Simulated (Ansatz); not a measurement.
Ligand exchange: GaH(CH3)(NH2) + B(CH3)2(SH) → GaH(CH3)(SH) + B(CH3)2(NH2)

Species: GaH(CH3)(NH2), singlet; B(CH3)2(SH), singlet; GaH(CH3)(SH), singlet; B(CH3)2(NH2), singlet. The partners trade NH2 for SH: Ga–NH2 and B–SH bonds give way to Ga–SH and B–NH2.

Shapes, held fixed at every level: PBE0-D4/def2-TZVP. Flexible molecules stand in one conformer, not always the lowest. Programs: Ansatz 0.2.0. The zero-point and thermal change to 298 K, harmonic and unscaled (PBE0-D4/def2-TZVP), is +4.0 kJ/mol.

(1) Estimate ΔH(298 K) of this reaction.

Answers

(1) The highest level, CCSD(T)/def2-TZVPP, gives ΔH(298 K) = -87.3 kJ/mol; the levels span -96.4 to -87.3. The column of differences is taken from that level and isn't an error. No measured value is set beside it here. Relativity is left out for Ga unless named. Correlated rows may include outer-core shells of Ga, which these sets cover unevenly.

```
                level                   kind  ΔH(298 K) (kJ/mol)  less CCSD(T)/def2-TZVPP
    PBE-D4/def2-TZVPP                    GGA               -88.9                     -1.6
  BHLYP-D4/def2-TZVPP          global hybrid               -96.4                     -9.1
   PBE0-D4/def2-TZVPP          global hybrid               -92.4                     -5.1
r2SCAN0-D4/def2-TZVPP          global hybrid               -92.7                     -5.4
    B2PLYP/def2-TZVPP          double hybrid               -90.4                     -3.1
        CCSD/def2-SVP  coupled cluster or CI               -92.2                     -4.9
   CCSD(T)/def2-TZVPP  coupled cluster or CI               -87.3                      0.0
```

The exchange is clearly exothermic at every level, with -87.3 kJ/mol from CCSD(T), so the preference for pairing boron with nitrogen and gallium with sulfur doesn't hinge on the choice of method. Both the boron and gallium centres prefer the amide in terms of bond polarity, but boron gains more from it. Its compact, empty 2p orbital matches the nitrogen lone pair in size and energy, giving a short, strong B–N bond with substantial π character. Sulfur's more diffuse 3p lone pair overlaps less well with boron. On gallium the acceptor orbital is 4p, larger and more diffuse, so replacing nitrogen with sulfur sacrifices much less π stabilisation. This is also the familiar hard–soft pattern.

Going from PBE through PBE0 to BHLYP, the reaction becomes more exothermic as the share of exact exchange rises; B2PLYP departs from this pattern, probably because its perturbative correlation offsets part of the effect. The net enthalpy alone can't divide the preference between σ-bond polarity and π donation.
